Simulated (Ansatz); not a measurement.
YHg: the change of pressure with volume scale

Periodic Kohn-Sham DFT of a crystal at fixed atoms, scaled to volume_scale times the given cell; pressure positive in compression, energy less spherical unpolarised free atoms, largest_vzz the field gradient of largest size among the nuclei. The results are calculated, by Ansatz 0.2.0.

The cell before it is scaled or strained (space group Pm-3m, No. 221):
```
YHg
1.0
      3.6820     0.0000     0.0000
      0.0000     3.6820     0.0000
      0.0000     0.0000     3.6820
Y Hg
1 1
Direct
  0.50000 0.50000 0.50000
  0.00000 0.00000 0.00000
```

Settings of every row: method frozen-core PAW; functional LDA; relativity scalar; k mesh 11x11x11; filling fermi-dirac; smearing width 0.08 eV; wave cutoff 420 eV; paw set soft_2.

Atom start moment: 0 on all atoms.

Limits: PAW files made with PBE; no spin-orbit coupling on heavy atoms.

```csv
row,volume scale,V (Å³/atom),pressure (GPa)
1,0.94,23.461,1.183
2,0.96,23.96,-0.553
3,0.98,24.459,-2.101
4,0.99,24.709,-2.811
5,1,24.959,-3.481
6,1.01,25.208,?
7,1.02,25.458,-4.71
8,1.04,25.957,-5.802
9,1.06,26.456,-6.771
```

Question: what pressure should row 6 give?

Worked fit of pressure. Take u = (V_r/V)^(2/3) − 1 with V_r = 24.834 Å³ an atom, which is twice the finite (Eulerian) strain; such expansions in the strain, on which the Birch-Murnaghan equation of state is built, carry the rest volume and the bulk modulus. The shown rows have u = 0.03864, 0.02417, 0.0102, 0.00337, -0.00334, -0.01641, -0.02905, -0.0413. Least squares give pressure = −3.1516 + 99.945 × u + 307.53 × u² + 235 × u³ GPa; a parabola predicts inner rows, each left out in turn, worse (root mean square 0.0038 against 0.001 GPa). The rows lie off it by 0.000, 0.000, -0.001, 0.000, 0.001, 0.000, -0.001, 0.000. The pressure vanishes at u = 0.0289, or V = 23.79 Å³ an atom, and there the bulk modulus at fixed shape and fractions is B = −V dP/dV = (2/3)(1 + u) dP/du = 81.2 GPa. The withheld row has u = -0.00992, so the fit gives −3.1516 + 99.945 × (-0.00992) + 307.53 × (-0.00992)² + 235 × (-0.00992)³ = -4.113 GPa.

The calculation gave -4.113 GPa. The fit meets it to the printed digit.
